**Question.** For a substitutional isoelectronic impurity I keep seeing the Koster–Slater T-matrix $V/(1-VG_0)$, a Breit–Wigner cross section with a width "proportional to the host density of states", and a floor on the mobility, $\mu\ge ek_F/(4\pi\hbar N)$. How do these follow from one another, and can I apply them to oxygen in ZnTe?

---

**Answer.** They follow exactly from a one-orbital model, with three provisos. The resonance needs a sign condition on $\mathrm{Re}\,G_0$. The floor applies to the mobility limited by these impurities alone. And the O level in ZnTe lies below the conduction-band edge, so band electrons see only its tail; N in GaAs is set beside it as a true resonance.

## Premises

1. $H_0$ has Bloch states $|n\mathbf k\rangle$ normalised in $N_c$ primitive cells of volume $\Omega$. Energies are counted from the conduction-band minimum.
2. The impurity acts on one normalised, fully symmetric local orbital: $H=H_0+V|0\rangle\langle0|$, with $V$ real, static and spin-independent.
3. At the carrier energies only one isotropic valley $\varepsilon(k)$ is open, with $v=\hbar^{-1}d\varepsilon/dk>0$, and $\langle 0|\mathbf k\rangle=\sqrt{w/N_c}$ with constant $w\le1$. The remaining weight of $|0\rangle$ lies in other valleys and bands.
4. The impurities, of density $N$, are random and scatter independently, and they don't change charge state.

Densities of states are per spin and per cell.

## 1. The T-matrix

The scattering state obeys $|\psi\rangle=|\mathbf k\rangle+\hat G_0|0\rangle V\langle0|\psi\rangle$ with $\hat G_0=(E+i0-H_0)^{-1}$. Projecting on $\langle 0|$ gives $\langle0|\psi\rangle=\langle0|\mathbf k\rangle/(1-VG_0)$, where

$$G_0(E)=\langle0|\hat G_0|0\rangle=\int\frac{\rho(E')\,dE'}{E-E'+i0}=F(E)-i\pi\rho(E).$$

Here $\rho$ is the host density of states projected on $|0\rangle$ and $F$ is the principal-value integral. Since $\hat T|\mathbf k\rangle=|0\rangle V\langle 0|\psi\rangle$,

$$\langle\mathbf k'|\hat T|\mathbf k\rangle=\frac{w}{N_c}\,t(E),\qquad t=\frac{V}{1-VG_0}=\frac1{D+i\pi\rho},\qquad D(E)\equiv\frac1V-F(E).$$

No expansion in $V$ was made. The element depends on neither direction, so the scattering is pure s-wave.

## 2. Phase shift and cross section

Define $\delta\in(0,\pi)$ by $\cot\delta=-D/(\pi\rho)$. Then

$$t=-\frac{1}{\pi\rho}\,\frac{1}{\cot\delta-i}=-\frac{e^{i\delta}\sin\delta}{\pi\rho},\qquad 1-2\pi i\rho t=e^{2i\delta}.$$

The S-matrix element has modulus one because $D$ is real, and $|t|\le1/(\pi\rho)$.

The rate out of $\mathbf k$ is the golden rule with $\hat T$ in place of the potential. With $\rho(E)=(w/N_c)\sum_{\mathbf k'}\delta(E-\varepsilon_{k'})$,

$$W=\frac{2\pi}{\hbar}\sum_{\mathbf k'}\frac{w^2|t|^2}{N_c^2}\,\delta(E-\varepsilon_{k'})=\frac{2\pi}{\hbar}\frac{w|t|^2\rho}{N_c}.$$

The incident flux is $v/(N_c\Omega)$, so $\sigma=WN_c\Omega/v=2w\Omega\sin^2\delta/(\pi\hbar v\rho)$. For an isotropic valley $\rho=w\Omega k^2/(2\pi^2\hbar v)$. Then $w$, $\Omega$ and $v$ cancel:

$$\sigma(E)=\frac{4\pi}{k^2}\sin^2\delta=\frac{4\pi}{k^2}\,\frac{(\pi\rho)^2}{D^2+(\pi\rho)^2}\le\frac{4\pi}{k^2}.$$

This holds for a nonparabolic valley too.

## 3. Resonance

Let $D(E_r)=0$ in the band, that is $VF(E_r)=1$, and linearise: $D\simeq D'(E-E_r)$ with $D'=-F'(E_r)$. Dividing numerator and denominator by $D'^2$,

$$\boxed{\sigma=\frac{4\pi}{k^2}\,\frac{(\Gamma/2)^2}{(E-E_r)^2+(\Gamma/2)^2},\qquad \Gamma=\frac{2\pi\rho}{-F'(E_r)}}$$

$\Gamma$ is the full width at half maximum of $\sin^2\delta$ if $\rho$ can be frozen at $\rho(E_r)$, which near a band edge needs $\Gamma\ll E_r$.

**Sign condition.** Here $\cot\delta=-(E-E_r)/(\Gamma/2)$, so $d\delta/dE=2/\Gamma$ at $E_r$. From $\mathrm{Tr}(\hat G-\hat G_0)=-t\,dG_0/dE=\frac{d}{dE}\ln(1-VG_0)$, and because the phase of $D+i\pi\rho$ is $\pi-\delta$, the impurity adds $\Delta\rho=\pi^{-1}d\delta/dE$ states. A quasi-bound level is a pile-up of states, so it requires $\Gamma>0$, that is $F'(E_r)<0$.

One featureless band fails this test. For $\rho=(2/\pi B^2)\sqrt{B^2-y^2}$, with $y$ counted from the band centre and $B$ the half-width, $F=2y/B^2$ in the band and $F'>0$. A narrow level needs a small $\rho$ at $E_r$ and a large density $\rho_h$ elsewhere, which contributes $F_h'=-\int\rho_h(E')\,dE'/(E-E')^2<0$. A light $\Gamma$ valley below heavy L and X valleys provides this. The level splits off the heavy states, which set $D'$, and decays into the light ones, which set $\rho$. That is the sense in which $\Gamma\propto\rho$.

## 4. Parabolic edge, level on either side

Let $\varepsilon=bk^2$, $b=\hbar^2/2m^*$. With a cutoff $\Lambda$ the valley contributes $w\Omega/(2\pi^2b)$ times

$$\int_0^\Lambda\frac{q^2dq}{k^2-q^2+i0}=-\Lambda+\frac k2\ln\frac{\Lambda+k}{\Lambda-k}-\frac{i\pi k}{2}$$

to $G_0$. The logarithmic term is $k^2/\Lambda+\dots$, analytic in $E$. For $E=-b\kappa^2<0$ the integral is $-\Lambda+\kappa\arctan(\Lambda/\kappa)=-\Lambda+\pi\kappa/2-\kappa^2/\Lambda+\dots$, which is the continuation $k\to i\kappa$. Collect all analytic parts in $D$, linearise about its zero $E_0$, and set $C^2=w/D'$:

$$wt=\frac{C^2}{E-E_0+i\gamma k},\qquad \gamma=\frac{C^2\Omega}{4\pi b},\qquad \sigma=\frac{4\pi\gamma^2}{(E-E_0)^2+\gamma^2k^2}.$$

This is the boxed form with $\Gamma(E)=2\gamma k$, valid for either sign of $E_0$.

* $E_0>0$: a resonance at $E_r=E_0$.
* $E_0<0$: a pole in the gap at $E_b=E_0+\gamma\kappa_b$, with $\kappa_b=\sqrt{-E_b/b}$. In the band $\delta$ starts from $\pi$ and no Lorentzian peak is crossed.
* $k\to0$: $\sigma_0=4\pi a_s^2$, with scattering length $a_s=-\gamma/E_0$.

To first order in the site fraction $x=N\Omega$ the self-energy of a band state is $\Sigma=xwt$. Dropping $i\gamma k$ in $E-\varepsilon_k=\Sigma$ gives $(E-\varepsilon_k)(E-E_0)=xC^2$, the band-anticrossing equation. So $C$ plays the part of the anticrossing coupling.

## 5. Mobility

In the linearised Boltzmann equation the deviation from equilibrium is odd in $\mathbf k$, and the transition rate is independent of the direction of $\mathbf k'$. The in-scattering term therefore vanishes, and the transport time is the lifetime: $1/\tau=Nv\sigma$, or $\ell=v\tau=1/(N\sigma)$.

**Degenerate gas.** With both spins and $-\partial f/\partial E\to\delta(E-E_F)$, the conductivity is

$$2e^2\int\frac{d^3k}{(2\pi)^3}\frac{v^2}{3}\tau\left(-\frac{\partial f}{\partial E}\right)=\frac{e^2k_F^2\ell}{3\pi^2\hbar}.$$

Dividing by $en$ with $n=k_F^3/3\pi^2$,

$$\boxed{\mu=\frac{e\ell}{\hbar k_F}=\frac{ek_F}{4\pi\hbar N\sin^2\delta(E_F)}\ \ge\ \frac{ek_F}{4\pi\hbar N}}$$

Equality holds at $E_F=E_r$, and the mass has dropped out. Other mechanisms add rates, so the total mobility is lower than this partial one and may lie below the floor.

**Nondegenerate gas, parabolic valley.** The same conductivity integral with $f\propto e^{-E/\theta}$, $\theta=k_BT$, averages $e\tau/m^*=e/(\hbar kN\sigma)$ with weight $E^{3/2}e^{-E/\theta}$. Since $1/\sigma$ is a quadratic polynomial in $E$, the integrals $\int_0^\infty E^{p+1}e^{-E/\theta}dE=(p+1)!\,\theta^{p+2}$ and $\int_0^\infty E^{3/2}e^{-E/\theta}dE=\tfrac34\sqrt\pi\,\theta^{5/2}$ give

$$\mu=\frac{e}{\hbar N}\sqrt{\frac b\theta}\;\frac{E_0^2+2\theta(\gamma^2/b-2E_0)+6\theta^2}{3\pi^{3/2}\gamma^2}\ \ge\ \frac{e}{4\pi\hbar N}\,\frac{8}{3\sqrt\pi}\,k_T,\qquad k_T=\sqrt{\theta/b}.$$

The right-hand side is the same average taken with $\sigma=4\pi/k^2$.

## Range of validity

* **Boltzmann limit.** $k\ell\gg1$ is needed. In the degenerate case $k_F\ell=3\pi n/(4N\sin^2\delta)$, so on resonance the floor has meaning only for $N\ll n$.
* **Unsplit band.** At $\varepsilon_k=E_r$ the poles obey $z(z+i\Gamma/2)=xC^2$ with $z=E-E_r$, so $z=-i\Gamma/4\pm\sqrt{xC^2-\Gamma^2/16}$. For $C\sqrt x>\Gamma/4$ they split into two anticrossing branches. Off resonance the condition is $xC^2/E_0^2\ll1$.
* **Background term.** If the heavy states sit at one energy $E_h$, then $D=D'(E-E_0)(E_h-E_0)/(E_h-E)$ exactly, and $w/D=C^2/(E-E_0)-C^2/(E_h-E_0)$. The constant interferes with the pole (a Fano asymmetry). Its relative size, $|E-E_0|/(E_h-E_0)$, is small on resonance and matters in the tail.
* **Charge state.** With $E_F$ at $E_r$ each centre holds $2\delta/\pi=1$ extra electron, both spins counted. For an isoelectronic atom this brings a repulsion between the two spins on the level and a screened Coulomb tail. The s-wave ceiling survives for elastic scattering, but higher partial waves add to $\sigma$, so the floor covers only the short-range part.
* **Other limits.** The degenerate formula needs $k_BT\ll\Gamma$ and $k_BT\ll E_F$. One open isotropic valley and one level of full symmetry are assumed. Pairs, clusters, phonon broadening and capture are left out.

## Numbers

O on a Te site binds an electron below the ZnTe conduction edge. In n-type material the trap would fill and scatter as a charged centre, so the model is applied to empty traps: minority electrons in p-type ZnTe at 300 K ($\theta=25.9$ meV). For GaAs:N it is applied to a cold degenerate gas with $E_F=E_r$.

Inputs, all typical or assumed:

| | ZnTe:O | GaAs:N |
|---|---|---|
| $m^*/m_e$ | 0.12 | 0.067 |
| cubic lattice constant $a$ (nm), $\Omega=a^3/4$ | 0.610 | 0.565 |
| level (eV) | $E_b=-0.25$ | $E_0=+0.23$ |
| $C$ (eV) | 2.5 | 2.7 |
| $N$ (cm$^{-3}$) | $10^{19}$ | $10^{17}$ |

For ZnTe, $\kappa_b=0.89$ nm$^{-1}$ and $\gamma\kappa_b=0.079$ eV fix $E_0=E_b-\gamma\kappa_b$. The model's values are:

| | ZnTe:O | GaAs:N |
|---|---|---|
| $b$ (eV nm$^2$) | 0.317 | 0.569 |
| $\Omega$ (nm$^3$) | 0.0567 | 0.0451 |
| $\gamma$ (eV nm) | 0.089 | 0.046 |
| $E_0$ (eV) | $-0.33$ | input |
| $a_s$ (nm) | $+0.27$ | $-0.20$ |
| $\sigma_0$ (nm$^2$) | 0.92 | 0.50 |

**ZnTe:O.** The numerator polynomial is $0.147$ eV$^2$, and the model gives $\mu\approx6\times10^3$ cm$^2$/(V s). At $k_T=0.29$ nm$^{-1}$, $\sin^2\delta=0.005$, far below unitarity. The formal floor is 52 cm$^2$/(V s), but it would correspond to $k_T\ell=k_T^3/(4\pi N)=0.18$, outside Boltzmann theory. The actual case is safe: $k_T/(N\sigma_0)=31$, $x=5.7\times10^{-4}$ and $xC^2/E_0^2=0.03$. Two uncertainties leave one figure at best. An assumed $E_h=1$ eV reduces the edge amplitude by a factor $1+|E_0|/E_h=1.33$ and $\sigma_0$ by 1.8. Reading the level energy as $E_0$ and not $E_b$, a distinction that anticrossing fits don't draw, raises $\sigma_0$ by 1.7.

**GaAs:N on resonance.** Here $k_F=0.64$ nm$^{-1}$ and $n=8.7\times10^{18}$ cm$^{-3}$. The width is $\Gamma=0.059$ eV, so $\Gamma/E_r=0.25$, and $\sigma=31$ nm$^2$, which is 62 times $\sigma_0$. The model's mobility sits on the floor, $7.7\times10^3$ cm$^2$/(V s), with $k_F\ell=2.0\times10^2$. The band is unsplit, since $C\sqrt x=5.7$ meV is below $\Gamma/4=15$ meV. Nonparabolicity, $E(1+\alpha E)=bk^2$ with a typical $\alpha=0.6$ eV$^{-1}$, multiplies $k_F$ and the floor by $\sqrt{1+\alpha E_r}=1.07$, and $\rho$ and $\Gamma$ by $\sqrt{1+\alpha E_r}\,(1+2\alpha E_r)=1.36$. The charging energy $e^2/(4\pi\epsilon_0\epsilon r)$, with a typical $\epsilon=12.9$ and an assumed $r=1$ nm, is 0.11 eV. This exceeds $\Gamma$, so the one-electron line shape of the half-filled level is only qualitative.

Both mobilities are the model's partial values and lie above what is typical for the materials: a few hundred cm$^2$/(V s) for electrons in ZnTe at room temperature, more than an order of magnitude lower, and of order $10^3$ cm$^2$/(V s) for GaAs at this doping, several times lower, because phonons and ionised dopants dominate at these values of $N$.